**Question**

I am looking at the nitrogen part of the density of states of Ta₂N. The columns s and p count the states per eV that sit on the s and p orbitals of the N atom, and the energy is measured from the Fermi energy, up to which the levels are filled.

Density of states of Ta₂N (P-3m1, a = 3.113 Å, c = 4.870 Å, Materials Project cell, not relaxed) on the Löwdin s and p orbitals of N, with energies from the Fermi energy. Ansatz 0.2.0, all-electron LAPW, PBE, scalar-relativistic, no spin polarization, 15 × 15 × 9 k points, tetrahedron method, 0.4 eV windows.

```
energy (eV)  s (states/(eV atom))  p (states/(eV atom))
       -8.8                  0.00                  0.04
       -8.4                  0.00                  0.62
       -8.0                  0.01                  1.31
       -7.6                  0.01                  0.66
       -7.2                  0.01                  0.77
       -6.8                  0.01                  1.67
       -6.4                  0.00                  2.78
       -6.0                  0.00                  1.12
       -5.6                  0.00                  0.00
       -5.2                  0.00                  0.00
       -4.8                  0.00                  0.00
       -4.4                  0.01                  0.01
       -4.0                  0.03                  0.05
       -3.6                  0.04                  0.12
       -3.2                  0.01                  0.10
       -2.8                  0.01                  0.14
       -2.4                  0.01                  0.17
       -2.0                  0.04                  0.16
       -1.6                  0.04                  0.15
       -1.2                  0.00                  0.03
       -0.8                  0.00                  0.04
       -0.4                  0.00                  0.08
        0.0                  0.00                  0.10
        0.4                  0.01                  0.13
        0.8                  0.02                  0.21
        1.2                  0.02                  0.22
        1.6                  0.03                  0.30
        2.0                  0.03                  0.29
        2.4                  0.04                  0.21
        2.8                  0.05                  0.16
        3.2                  0.08                  0.24
        3.6                  0.12                  0.20
        4.0                  0.17                  0.18
        4.4                  0.18                  0.18
        4.8                  0.10                  0.23
        5.2                  0.07                  0.22
        5.6                  0.10                  0.27
        6.0                  0.06                  0.25
        6.4                  0.01                  0.19
        6.8                  0.01                  0.14
```

I took the group of states between -8.8 and -6.0 eV for the filled N 2p band of a nitride ion, N³⁻. A p shell has room for six electrons, so I added up the p column over this group and multiplied by the row spacing of 0.4 eV. The result is 3.6, not six. Is the nitride ion picture wrong, is there just a little N character smeared into the metal states, or is something else going on?

**Answer**

Your sum is right, and it already says a good deal. The useful next step is to ask where the other 2.4 states went. A p shell holds six states whatever the bonding, so p weight that leaves one energy range must turn up in another. The table shows most of it: 0.4 states lie between the gap in the p column and the Fermi energy, and 1.5 are empty states above it. The last half state is outside the table, presumably mostly above 6.8 eV.

**First explanation: a closed-shell ion**

This is the tempting one, because the low group looks just like a filled anion band. For a pure ion, all six p states would lie in that group and the p column would be close to zero above it. The group holds only 60 % of them. The picture therefore fails as a description of where the orbitals are.

It survives as a way of counting electrons. Two Ta atoms and one N atom bring 15 valence electrons. Two fill the N 2s band, which lies below the table, six fill the three bands of the low group, and seven remain for the metal states. An oxidation state of -3 for nitrogen says that three p-derived bands are full. It doesn't say that these bands consist of nitrogen orbitals alone.

The 60 % is not a charge either. It depends on how space is shared out between N and Ta orbitals, and some density that a chemist would give to a large nitride ion may be counted here as tantalum.

**Second explanation: a slight admixture**

Perhaps the low band is nearly pure and the metal states carry only a trace of nitrogen. Theory then makes a clear prediction. When two levels mix weakly, the foreign weight in each is the square of the coupling divided by the square of their distance in energy. Metal states near the low band should pick up the most N character, and those far above it very little.

Compare -2.4 and 2.4 eV. Seen from the centre of the low band at -7.0 eV, the second energy is twice as far away as the first, so its p density should be about four times smaller, if metal states are equally dense and equally coupled to nitrogen at both. In the table it is slightly larger, 0.21 against 0.17.

The whole upper range gives the same verdict. A fading tail would put 79 % of the upper p weight below the Fermi energy, whereas the calculation puts 23 % there. The simple tail fails even in the direction of the trend. Unequal coupling could change its shape, but it can't rescue the idea behind it: a low band that is only 60 % nitrogen isn't nearly pure.

**Third explanation: strong mixing**

Start with one N orbital and one Ta orbital that overlap strongly. They form a bonding state, lower than both, and an antibonding state, higher than both. If the bonding state is 60 % nitrogen, the antibonding state must be 40 % nitrogen. The share that the metal takes in the low band, nitrogen takes higher up.

In the solid, the N orbital meets a wide band of metal states instead of a single level. One bonding level splits off below that band, and most of the remaining N weight spreads over the band. If the coupling is strong, this spread is as wide as the metal band itself, and the N weight no longer clings to the energies nearest to the low group.

The simplest model has one p level at energy $e_0$ coupled equally to evenly spaced metal states between -4.6 and 7.0 eV. The upper edge is a choice, since it is simply where the table ends. A single strength $g$ combines the squared coupling with the density of metal states. The share $w$ of the p level that stays in the split-off state at energy $E_b$ is

$$w=\frac{1}{1+gX},\qquad X=\frac{1}{-4.6-E_b}-\frac{1}{7.0-E_b}.$$

With $E_b=-6.96$ eV, $X=1/2.36-1/13.96=0.35$ per eV. The share $w=0.60$ then requires $g=1.9$ eV. The level before mixing follows from the downward push that it has suffered:

$$e_0=E_b+g\ln\frac{7.0-E_b}{-4.6-E_b}\approx-3.6\ \text{eV}.$$

Within the metal band, the model gives the p density

$$D(E)=\frac{6g}{(E-e_0-\Lambda)^2+(\pi g)^2},\qquad \Lambda=g\ln\frac{E+4.6}{7.0-E}.$$

At the middle of the band, 1.2 eV, the shift $\Lambda$ vanishes. The density is then $6\times1.9/(4.8^2+6.0^2)\approx0.2$ states per eV, and the table has 0.22. That is a check on consistency more than a test: the share of the low group already fixes the total weight above the gap, and any broad spread of it over this range would give about 0.2. The term $\pi g$ explains the breadth: the level is smeared over about 6 eV to either side, so in the model the p density has no steep fall from the lower end of the metal band to the upper.

**How far the numbers decide**

For the orbitals used here, they rule out a nearly pure low band with a simple fading tail, and they favour a broad spread. Another way of sharing out space could give nitrogen a different part of the low band. They don't confirm the model in detail. The total weight above the gap is built into it, so only the distribution over energy is a test, and there a plain constant density of the best height does slightly better. The output below compares these descriptions over the rows from -4.4 to 6.8 eV.

The model's main failure is instructive. It puts 0.9 p states between the gap and the Fermi energy, twice what the calculation has. Moving the upper edge to 10 eV hardly changes this. The model assumes metal states that are evenly spaced and equally coupled to nitrogen, and real ones are neither. It also shrinks the low group, which is more than 2 eV wide, to a single level.

Bonding theory tells us which way the error should go. Ta orbitals that point at nitrogen overlap strongly with it, and their antibonding combinations are pushed up, mostly above the Fermi energy. Ta orbitals that point elsewhere, for instance towards other Ta atoms, are hardly pushed and stay low. The filled metal states should therefore contain little nitrogen, and the table agrees: of their seven electrons, only 0.44, or about 6 %, sit in N p orbitals. Unequal coupling need not be the whole reason, though. Two Ta atoms have twenty 5d states, far more than seven electrons can fill, so much of the room for nitrogen weight is empty anyway.

The s column points the same way. The N 2s level lies below all the metal states, so distance alone would favour the lower, filled ones. Yet only 15 % of the s weight above the gap is filled. Here too, most of the nitrogen weight above the gap sits in empty states.

One feature remains open. The p density is especially low from -1.2 to -0.4 eV, at 0.03 to 0.08. The metal may have few states of any kind there, or only states that avoid nitrogen. The N columns alone can't tell these apart. Spin-orbit coupling, which is left out of this calculation, would also reshape the Ta bands near the Fermi energy, so I wouldn't lean on fine structure in that range. The low group should change less, because more than half of it is nitrogen.

**What to expect next door**

Two things set the share of p weight in the low band: how far the p level lies below the middle of the metal d band, and how strongly the two overlap. Oxygen has a deeper 2p level than nitrogen, so in a tantalum oxide the low band should be purer and the ionic picture better. Carbon has a higher one, so in a carbide the p weight should be shared still more evenly with the metal. That is an argument from level positions, not a result of this table.

For practical purposes, picture Ta₂N as a metal held together partly by strong Ta–N covalent bonds. The filled low band contains the bonding states, much of the antibonding partner is empty, and the electrons near the Fermi energy should belong mainly to tantalum, though the table shows only the small nitrogen part.

Printed output of the fit:

```
N p states in the low band (of 6): 3.588
share of the six p states in the low band, percent: 59.8
N p states from -4.4 eV to the Fermi energy: 0.44
N p states from the Fermi energy to 6.8 eV: 1.468
N p states missing from the table (6 less the sum): 0.504
centre of the low p band, eV: -6.964
filled share of the upper p weight, table, percent: 23.06
filled share, fading tail, percent: 79.43
filled share, strong mixing, edge 7 eV, percent: 41.75
filled share, strong mixing, edge 10 eV, percent: 46.84
filled p states above the gap, strong mixing, edge 7 eV: 0.9498
filled p states above the gap, strong mixing, edge 10 eV: 0.9317
empty p states up to 6.8 eV, strong mixing, edge 7 eV: 1.325
empty p states up to 6.8 eV, strong mixing, edge 10 eV: 1.057
rms miss of fading tail at its best scale, states/(eV atom): 0.1666
rms miss of strong mixing, edge 7 eV, states/(eV atom): 0.09046
rms miss of strong mixing, edge 10 eV, states/(eV atom): 0.09622
rms miss of a uniform density at its best height, states/(eV atom): 0.07564
filled share of the N s weight above the gap, percent: 14.73
```
